**Q:** I have the radical ClCH₂–GeH₂, with its unpaired electron on germanium, and seven rows of numbers without names. How much can I work out about which row is which atom?

**A:** Most of it, once it is clear what the numbers mean. "Fukui minus" is the share of an electron that an atom loses when one electron is taken from the radical, and "fukui plus" is the share it gains when one is added. The nuclei stay fixed in both cases. The Hirshfeld scheme divides the electron density at each point among the atoms in proportion to the densities of the free atoms. The candidates are chlorine (1), carbon (2), germanium (3), the two hydrogens on carbon (4 and 5) and the two on germanium (6 and 7).

Hirshfeld-condensed Fukui functions of the neutral doublet radical ClCH₂–GeH₂ in the gas phase, computed with PySCF 2.14.0 at the PBE0/def2-TZVP level. They come from the density changes on vertical electron removal (fukui minus) and attachment (fukui plus) at the fixed GFN2-xTB geometry, with both ions as singlets. Candidates: 4, 1, 5, 2, 6, 3, 7.

```tsv
row	fukui minus (e)	fukui plus (e)
A	0.067	0.051
B	0.042	0.037
C	0.042	0.037
D	0.231	0.153
E	0.443	0.526
F	0.087	0.098
G	0.087	0.098
```

**Q:** Rows B and C are identical, and so are F and G. Is that a coincidence?

**A:** It is symmetry, and it is the safest clue you have. A mirror plane runs through chlorine, carbon and germanium and exchanges the two hydrogens of each group. The doubled rows B, C, F and G are therefore hydrogens, and A, D and E are the three heavier atoms. The same symmetry sets a limit: no reasoning from these values can tell B from C, or F from G.

**Q:** Then E, with by far the largest values, should be germanium.

**A:** Yes, and the reason matters for everything that follows. Taking an electron from this radical removes the unpaired one, and adding an electron pairs it; both ions were computed as singlets. If the other electrons stayed as they were, the density would change by $|\varphi|^2$ in both cases, where $\varphi$ is the singly occupied orbital. Both columns would then be the same map of one orbital, which is mainly a lobe on germanium. Row E, with 0.443 and 0.526, fits that centre.

**Q:** For A and D I would go by distance. Carbon is bonded to germanium and chlorine is one bond further away, so D would be carbon.

**A:** That would be reasonable if the orbital simply faded away from germanium. But the lobe can also mix with the bonds on the neighbouring carbon, and this depends on direction. In this conformer the C–Cl bond lies in the same plane as the lobe and points to the opposite side, which favours their overlap. The C–H bonds are turned about 64° out of that plane and should mix less.

**Q:** Why should mixing with the C–Cl bond put the electron on chlorine and not on carbon?

**A:** Think of the allyl radical, where three carbon p orbitals in a row hold three electrons. Call their amplitudes in the singly occupied orbital $a_1, a_2, a_3$, and the couplings between neighbours $t$ and $t'$. If the three orbitals have equal energy, the middle molecular orbital keeps that energy, so the coupling terms at each site must add to zero. At the first site this means $t a_2 = 0$, so the central amplitude vanishes. At the centre it means $t a_1 + t' a_3 = 0$, so the two ends carry the electron with opposite signs.

Here the row consists of the germanium lobe, carbon and chlorine, and the three electrons are the unpaired one and the pair of the C–Cl bond. The likeness to allyl has bounds. Allyl has two equal ends, whereas here the orbitals differ in energy and coupling, so germanium keeps the largest part and carbon a small one. The feature that should survive is that the electron largely skips the middle atom. That suggests chlorine for D and carbon for A.

**Q:** Couldn't chlorine take more just because it is the bigger, softer atom?

**A:** That is a serious alternative, and it can be worked out. Let each atom's share follow its free-atom polarisability, roughly 15 for chlorine, 11 for carbon, 40 for germanium and 4.5 for each hydrogen, in atomic units. The sum is about 84, so carbon should get $11/84 \approx 0.13$, about twice the 0.067 of row A in removal.

The size picture also puts chlorine above carbon, but only by a factor of 1.4, whereas D exceeds A by a factor of 3.4 in removal. Both pictures thus lead to the same assignment. It is likely, though it rests on chemical argument and not on symmetry.

**Q:** And the two pairs of hydrogens?

**A:** Size is of no help there, since it gives all four hydrogens the same share. The orbital picture does separate them. The three bond angles at germanium add up to about 301°, against 360° for a flat centre, and at such a pyramidal centre the lobe mixes with the Ge–H bonds. The hydrogens on germanium should therefore have the larger values, which points to F and G.

**Q:** So my answer is E = 3, D = 1, A = 2, with F and G as 6 and 7, and B and C as 4 and 5, in either order within each pair.

**A:** Compare it with the labels.

The rows with their labels:

```tsv
row	fukui minus (e)	computed element	fukui plus (e)
1	0.231	Cl	0.153
2	0.067	C	0.051
3	0.443	Ge	0.526
4	0.042	H	0.037
5	0.042	H	0.037
6	0.087	H	0.098
7	0.087	H	0.098
```

**Q:** It all fits. Does that prove the orbital picture?

**A:** It supports the picture without proving it. The size picture, with nothing fitted, misses the removal values by 0.039 e (root mean square over the seven atoms). Using the removal column to predict the attachment column, as one unchanging orbital would require, misses by 0.044 e. The average miss therefore does not choose between the two ideas.

The order of the atoms tells more. The size picture places carbon above every hydrogen, but in both columns the hydrogens on germanium stand above carbon. An orbital that is large at germanium and small at the middle atom would account for this. The values also contain the response of the other electrons, however, so they do not show that orbital by itself. The part played by the alignment of the C–Cl bond remains an argument, because the values belong to one conformer with a geometry from a tight-binding method.

**Q:** If both columns map the same orbital, why does chlorine give up 0.231 but take only 0.153?

**A:** Because the other electrons rearrange. A single unchanging orbital would lower the density everywhere on removal and raise it everywhere on attachment. In the calculation there are regions where the density changes the opposite way, and they add up to about 0.14 e in each case. When charge leaves germanium, the other electrons are drawn towards it, and when charge arrives, they are pushed away. Both shifts can add to chlorine's share, so part of its large values may come from this response and not from the singly occupied orbital. The table cannot separate the two parts, nor does it say why the share is larger in removal.

I would also lean less on the attachment column. The total energies say that the extra electron is bound by 1.235 eV, yet the highest occupied level of the anion comes out positive, as if that electron were unbound. Self-interaction error in the functional and a basis without diffuse functions are known causes of such a conflict. The assignments don't depend on this column, since the removal values give the same order.

**Q:** Could I have skipped all this and looked at the atomic charges of the neutral radical? Surely an electron leaves from the most negative atom.

**A:** That rule fails here. Carbon is the most negative atom, at −0.125 e, but gives up little. Germanium is already the most positive, at +0.208 e, and still gives up the most, ending at +0.651 e in the cation. A charge records the balance of all electrons on an atom, whereas the Fukui values show where the density changes when one electron leaves or arrives.

**Q:** Does this matter for germanium precursors in chip making?

**A:** It bears on one step, if a precursor breaks up in the gas and leaves a radical like this one. Germanium is then the main place where charge is given or taken, and chlorine, although not bonded to it, is the second. How the fragment reacts on a growing film also depends on the surface and on the barriers, which these values do not describe.
